\section{Steady state and threshold of cooperative resonance fluorescence on the strontium clock line}

$N$ two-level atoms driven on resonance and decaying through one lossy cavity mode obey
\begin{equation}
\dot\rho=-i\Omega[S_x,\rho]+\Gamma\,\mathcal D[S_-]\rho,\qquad
\mathcal D[A]\rho=A\rho A^\dagger-\tfrac12\{A^\dagger A,\rho\},
\label{eq:me}
\end{equation}
with $S_\pm=S_x\pm iS_y=\sum_j\sigma_j^\pm$, $[S_+,S_-]=2S_z$, and total spin $N/2$. Here $\Omega$ is the Rabi angular frequency and $\Gamma=4g^2/\kappa$ the emission rate of one atom into the cavity, for a coupling $\hbar g(a^\dagger S_-+aS_+)$ and an energy decay rate $\kappa$. The quantities sought are the threshold $\Omega_c$ and the input power $P_c$ that produces it, for $^{87}$Sr on the ${}^1S_0$--${}^3P_0$ line. The inputs are typical or illustrative: wavelength $\lambda=698$~nm, excited-state lifetime $1/\gamma\approx118$~s, finesse $\mathcal F=2.4\times10^4$, waist $w=74~\mu$m, length $\ell=4$~cm, and $N=10^5$ atoms in $m_F=9/2$, driven through the cavity with $\pi$-polarised light.

\subsection{Estimate by hand}

The cooperativity $C=\Gamma/\gamma$ is roughly the resonant cross-section over the mode area, times the number of passes. With $\lambda\approx0.7~\mu$m the cross-section $3\lambda^2/2\pi$ is about $0.2~\mu\mathrm{m}^2$, with $w\approx70~\mu$m the area $\pi w^2$ is about $1.5\times10^4~\mu\mathrm{m}^2$, and the light passes about $\mathcal F\approx2\times10^4$ times. Hence $C\approx0.3$, and with $\gamma\approx10^{-2}~\mathrm{s}^{-1}$, $\Gamma\approx3\times10^{-3}~\mathrm{s}^{-1}$.

A weak drive tilts the collective dipole until the field it radiates cancels the drive inside the cavity; the atoms then stop evolving. This screening fails once the drive rotates an atom faster than the collective decay returns it, so
\begin{equation}
\Omega_{\rm est}\approx N\Gamma\approx300~\mathrm{s}^{-1}=2\pi\times48~\mathrm{Hz}.
\end{equation}
The largest drive that can be cancelled carries the flux of $N$ emitters in phase, $N^2\Gamma\approx3\times10^7$ photons per second. At about $3\times10^{-19}$~J per photon, $P_{\rm est}\approx9$~pW.

\subsection{Careful calculation}

\paragraph{Cavity parameters.} For a dipole $d$ along the polarisation at an antinode, $g^2=d^2\omega/2\epsilon_0\hbar V$ with $V=\pi w^2\ell/4$, the free-space rate is $d^2k^3/3\pi\epsilon_0\hbar$ with $k=\omega/c=2\pi/\lambda$, and $\kappa=\pi c/\ell\mathcal F$. The dipole and the length cancel in
\begin{equation}
C_0=\frac{24\mathcal F}{\pi k^2w^2}=0.413 .
\end{equation}
The $\pi$ line $m_F=9/2\to9/2$ between two $F=9/2$ levels carries the squared Clebsch--Gordan coefficient $m_F^2/F(F+1)=9/11$ of the total rate $\gamma=8.47\times10^{-3}~\mathrm{s}^{-1}=2\pi\times1.35$~mHz. Thus $C=0.338$, $\Gamma=2.87\times10^{-3}~\mathrm{s}^{-1}$, $\kappa=2\pi\times156$~kHz and $g=\tfrac12\sqrt{\Gamma\kappa}=2\pi\times4.22$~Hz. Since $g\sqrt N=2\pi\times1.33$~kHz is far below $\kappa$, the field follows the atoms adiabatically.

\paragraph{Exact steady state.} For a complex number $\alpha$, expanding the dissipator gives $\mathcal D[S_-+\alpha]\rho=\mathcal D[S_-]\rho-\tfrac12[\alpha S_+-\alpha^*S_-,\rho]$. With $\alpha=i\Omega/\Gamma$ the last term times $\Gamma$ equals $-i\Omega[S_x,\rho]$, so Eq.~\eqref{eq:me} reads $\dot\rho=\Gamma\mathcal D[L]\rho$ with $L=S_-+i\Omega/\Gamma$. Because $S_-$ is nilpotent, $L$ is invertible for $\Omega\neq0$, and
\begin{equation}
\rho_{\rm ss}\propto(L^\dagger L)^{-1}=\Big(S_-+\frac{i\Omega}{\Gamma}\Big)^{-1}\Big(S_+-\frac{i\Omega}{\Gamma}\Big)^{-1}
\label{eq:ss}
\end{equation}
is stationary: for $\rho=(L^\dagger L)^{-1}$ both $L\rho L^\dagger$ and $\tfrac12\{L^\dagger L,\rho\}$ equal the identity. This state has full rank and only multiples of the identity commute with both $S_+$ and $S_-$ at fixed total spin, which makes it the unique steady state. The solution goes back to Puri and Lawande (1979) and Carmichael (1980).

Insert $L^{-1}=\alpha^{-1}\sum_{n=0}^N(-S_-/\alpha)^n$ and set $x=\Omega^2/\Gamma^2$. Only the terms $S_-^nS_+^n$ have diagonal elements. On the Dicke state with $q$ excitations the element is $(n!)^2\binom{q+n}{n}\binom{N-q}{n}$, and the sum of the two binomials over $q$ is $\binom{N+n+1}{2n+1}$. The element is symmetric under $q\to N-n-q$, so the mean of $S_z=q-N/2$ in the $n$th term is $-n/2$. Therefore
\begin{equation}
w_n=(n!)^2\binom{N+n+1}{2n+1}x^{-n},\quad Z=\sum_{n=0}^Nw_n,\quad
\langle S_z\rangle=-\frac{1}{2Z}\sum_{n=0}^N n\,w_n .
\label{eq:w}
\end{equation}
With $p_0=w_0/Z=(N+1)/Z$, the traces $\mathrm{Tr}\,1=N+1$ and $\mathrm{Tr}\,(L^\dagger)^{-1}=(N+1)/\alpha^*$ give $\langle L^\dagger L\rangle=xp_0$ and $\langle S_-\rangle=-i(\Omega/\Gamma)(1-p_0)$. For $N=1$, $\langle S_z\rangle=-\tfrac12(1+2x)^{-1}$, the usual saturation law. For a drive through the cavity, with its phase chosen to give Eq.~\eqref{eq:me}, the eliminated field is $a=-(2ig/\kappa)L$. The empty cavity would hold $n_0=\Gamma x/\kappa=\Omega^2/4g^2$ photons, so $p_0$ is the transmission relative to the empty cavity.

\paragraph{Large $N$.} The weights obey
\begin{equation}
\frac{w_{n+1}}{w_n}=\frac{2n+2}{2n+3}\;\frac{(N+1)^2-(n+1)^2}{4x}.
\label{eq:ratio}
\end{equation}
If $4x<N^2$ the ratio crosses unity at $n^2\simeq N^2-4x$, and the weights peak there with a width of order $\sqrt N$. This gives
\begin{equation}
\langle S_z\rangle=-\frac N2\sqrt{1-\frac{\Omega^2}{\Omega_c^2}},\qquad\Omega_c=\frac{N\Gamma}{2},\qquad\Omega<\Omega_c,
\label{eq:sz}
\end{equation}
with $p_0$ exponentially small in $N$. Above threshold the weights fall from $n=0$. With $r=\Omega_c^2/\Omega^2<1$ the ratio tends to $r(2n+2)/(2n+3)$, whose series sums to $1/p_0=\arcsin\sqrt r/\sqrt{r(1-r)}$. Then $\langle S_z\rangle=\tfrac12 r\,\partial_r\ln p_0$ is of order unity and $\langle S_z\rangle/N\to0$. At $\Omega=(N+1)\Gamma/2$, Eq.~\eqref{eq:ratio} gives $w_n/w_0\simeq\tfrac12\sqrt{\pi/n}\,e^{-n^3/3N^2}$ for $1\ll n\ll N$, so that
\begin{equation}
\langle S_z\rangle\simeq-\frac{(3N^2)^{1/3}}{2}\frac{\Gamma_{\rm E}(1/2)}{\Gamma_{\rm E}(1/6)},\qquad
\frac1{p_0}\simeq\frac{\sqrt\pi}{6}\Gamma_{\rm E}(1/6)(3N^2)^{1/6}-1,
\end{equation}
where $\Gamma_{\rm E}$ is Euler's function. The $-1$ comes from small $n$; it is the constant term of $\arcsin\sqrt r/\sqrt{r(1-r)}=\pi/(2\sqrt{1-r})-1+\dots$ as $r\to1$. For $N=10^5$, $\langle S_z\rangle/N\approx-0.005$ and $p_0\approx0.011$. The factor $r^n$ competes with the cubic cutoff over a relative range $N^{-2/3}=5\times10^{-4}$ of $\Omega$, which is the finite-size rounding of the threshold.

\paragraph{Dynamics.} Equation~\eqref{eq:me} gives $\partial_t\langle S_-\rangle=i\Omega\langle S_z\rangle+\Gamma\langle S_zS_-\rangle$ and $\partial_t\langle S_z\rangle=\Omega\langle S_y\rangle-\Gamma\langle S_+S_-\rangle$. Factorising the products, as Drummond and Carmichael (1978) did, yields
\begin{equation}
\dot S_x=\Gamma S_xS_z,\quad\dot S_y=-(\Omega-\Gamma S_y)S_z,\quad\dot S_z=\Omega S_y-\Gamma(S_x^2+S_y^2),
\end{equation}
which conserve $|\mathbf S|=N/2$. The inverse local Rabi frequency $v=1/(\Omega-\Gamma S_y)$ obeys $\dot v=-\Gamma S_zv$, and one more derivative gives a linear equation,
\begin{equation}
\ddot v=\Omega-(\Omega^2-\Omega_c^2)\,v .
\end{equation}
Above threshold every orbit is closed with angular frequency $\sqrt{\Omega^2-\Omega_c^2}$, and $S_z=-\Gamma^{-1}\partial_t\ln v$ averages to zero over a period. For atoms starting in the ground state, $S_y=\tfrac N2\sin\theta$, $S_z=-\tfrac N2\cos\theta$ and $\dot\theta=\Omega-\Omega_c\sin\theta$; below threshold this relaxes to $\sin\theta=\Omega/\Omega_c$ at the rate $\sqrt{\Omega_c^2-\Omega^2}$, in accord with Eq.~\eqref{eq:sz}.

The oscillations persist only for $N\to\infty$ at fixed $\Omega_c$. For $\Omega\gg\Omega_c$ the dissipator averaged over the Rabi rotation is $\Gamma\mathcal D[S_x]+\tfrac12\Gamma(\mathcal D[S_y]+\mathcal D[S_z])$, which damps $\langle S_y\rangle$ and $\langle S_z\rangle$ at $3\Gamma/4$ for any $N$. Above threshold Eq.~\eqref{eq:ss} is the mixture over orbits and phases reached after times of order $1/\Gamma$.

\paragraph{Numbers for atoms at antinodes.} An input flux $\Phi$ through a mirror of rate $\kappa_1$ gives $n_0=4\kappa_1\Phi/\kappa^2$, so $\Phi_c=N^2\Gamma\kappa/16\kappa_1$. For a lossless symmetric cavity, $\kappa_1=\kappa/2$, the model gives
\begin{equation}
\Omega_c=143~\mathrm{s}^{-1}=2\pi\times22.8~\mathrm{Hz},\qquad\Phi_c=\frac{N^2\Gamma}{8}=3.58\times10^6~\mathrm{s}^{-1},
\end{equation}
which is $n_0=7.3$ and, at $2.85\times10^{-19}$~J per photon, $P_c=1.02$~pW. At $\Omega=0.8\,\Omega_c$, $\langle S_z\rangle=-0.30N$, approached with a time constant of 12~ms. At $\Omega=1.25\,\Omega_c$ the inversion oscillates at 17.1~Hz. On the orbit from the ground state the mean transmission is the time average of $(\dot\theta/\Omega)^2$, which is $\sqrt{1-r}=0.60$; the steady state has $p_0=0.518$ and $\langle S_z\rangle=-0.55$, a fraction of one atom.

\paragraph{Atoms in the clock lattice.} An intracavity lattice near the magic wavelength of about 813~nm is incommensurate with the 698~nm standing wave, so $g_j=g\cos\phi_j$ with $\phi_j$ spread uniformly unless sites are selected. Total spin is then not conserved and Eq.~\eqref{eq:ss} does not apply, but the mean-field motion from the ground state is still solvable. Drive and radiated field reach atom $j$ through the same factor $\cos\phi_j$, so $\theta_j=\theta\cos\phi_j$. With $\Omega$, $\Gamma$ and $\Omega_c$ referred to an antinode,
\begin{equation}
\dot\theta=\Omega-\Omega_c\,\overline{\cos\phi\,\sin(\theta\cos\phi)}=\Omega-\Omega_cJ_1(\theta),\qquad S_z=-\frac N2J_0(\theta).
\end{equation}
Screening fails at the first maximum of the Bessel function, $J_1(1.841)=0.582$, where $S_z=-0.158N$ has not yet reached zero. The model's threshold becomes $2\pi\times13.3$~Hz and 0.345~pW. Beyond it $J_1$ and $J_0$ decay as $\theta^{-1/2}$, so the oscillations dephase even at infinite $N$.

\subsection{Why estimate and calculation differ}

The estimate exceeds the antinode result by 2.09 in $\Omega$ and 8.8 in power, and the lattice result by 3.60 and 26. Very little of this comes from $\Gamma$. Its careful value over the estimated one is a product of four factors:
\begin{center}
\begin{tabular}{lc}
\hline
unrounded $\lambda,w,\mathcal F$ in $(3\lambda^2/2\pi)\mathcal F/\pi w^2$: $0.325$ against $0.3$ & 1.082\\
on-axis area $\pi w^2/2$ and antinode enhancement $2\mathcal F/\pi$ & 1.273\\
Clebsch--Gordan factor $9/11$ & 0.818\\
lifetime 118~s against 100~s & 0.847\\
\hline
product & 0.955\\
\hline
\end{tabular}
\end{center}
The closeness to unity is a cancellation among corrections of 8 to 27 per cent. It would not hold for a low-$|m_F|$ state, whose $\pi$ line is much weaker.

The main discrepancy is structural. The estimate lets every atom radiate with unit amplitude, whereas $|\langle\sigma^-\rangle|\le\tfrac12$, the bound being reached on the equator of the Bloch sphere. The largest collective dipole is $N/2$, which halves $\Omega_c$ and makes the largest radiated flux $N^2\Gamma/4$; thus $2/0.955=2.09$. The atoms also radiate through both mirrors. Only the forward half, $N^2\Gamma/8$, cancels the transmitted drive, while the backward half appears as its total reflection. The power ratio is then $4\times2\times1.047\times1.054=8.8$, the last two factors being the roundings of $\Gamma$ and of the photon energy. In the lattice, weighting each atom twice by $\cos\phi$ would alone give $\overline{\cos^2\phi}=\tfrac12$ in the linear response, $J_1(\theta)\simeq\theta/2$. The atoms also reach the equator at different $\theta$: at the maximum those at antinodes have passed it while those near nodes have hardly moved. The net reduction is $1/0.582=1.72$ in $\Omega$ and 2.95 in power. Finite $N$ plays no part at this level.

Several terms absent from Eq.~\eqref{eq:me} rival the cavity decay. First, $C<1$ means that free-space emission is faster than $\Gamma$: $1/\gamma=118$~s against $1/\Gamma=349$~s, and for strong drive the damping time $4/3\gamma=157$~s of independent atoms is shorter than $4/3\Gamma=465$~s. The state \eqref{eq:ss} is therefore not reached above threshold, and below it Eq.~\eqref{eq:sz} is a plateau between tens of milliseconds and a small part of the lifetime. If repumping closes the transition and one waits longer than $1/\gamma$, each atom at an antinode settles to $\langle s_y\rangle=y/(1+2y^2)$ with $y=(\Omega-\Gamma S_y)/\gamma$, the $N=1$ result above. Its maximum $1/(2\sqrt2)$ lowers the end of the screened branch to $\Omega_c/\sqrt2=2\pi\times16.1$~Hz for $NC\gg1$, the upper turning point of absorptive bistability. Second, the orthogonal polarisation couples ${}^3P_0$, $m_F=9/2$ to the empty ground state $m_F=7/2$ with weight $\tfrac12\times\tfrac2{11}$, that is at $\Gamma/9$. If a bias field resolves this line from its absorbing partner, it is inverted; at $0.8\,\Omega_c$ the excited fraction 0.20 gives an intensity gain of $6.4~\mathrm{s}^{-1}$ and a build-up time near $\ln N$ over the gain, about 2~s, unless birefringence detunes that mode by more than $\kappa$. Third, an illustrative radial rms size $\sigma_r=10~\mu$m per axis, averaged by radial motion faster than $\Omega_c$, multiplies $\Gamma$ by $(1+2\sigma_r^2/w^2)^{-2}$, a 7 per cent reduction. Collisional and lattice light shifts, typically of hertz order, and any laser detuning round the threshold in proportion to their ratio to $\Omega_c$, far more than finite $N$ does.

All numbers above are the model's. The cavity inputs were chosen so that $g$, $\kappa$ and $C$ take values typical of strontium clock cavities. Such ensembles are typically loaded without site selection, so the antinode threshold is too high for them by the factor 1.72 and the lattice value, about $2\pi\times13$~Hz for $10^5$ atoms, is the relevant one. The power 0.345~pW is a lower bound among cavities with equal mirrors, since mirror loss raises it by $\kappa/2\kappa_1$ and imperfect mode matching raises it further.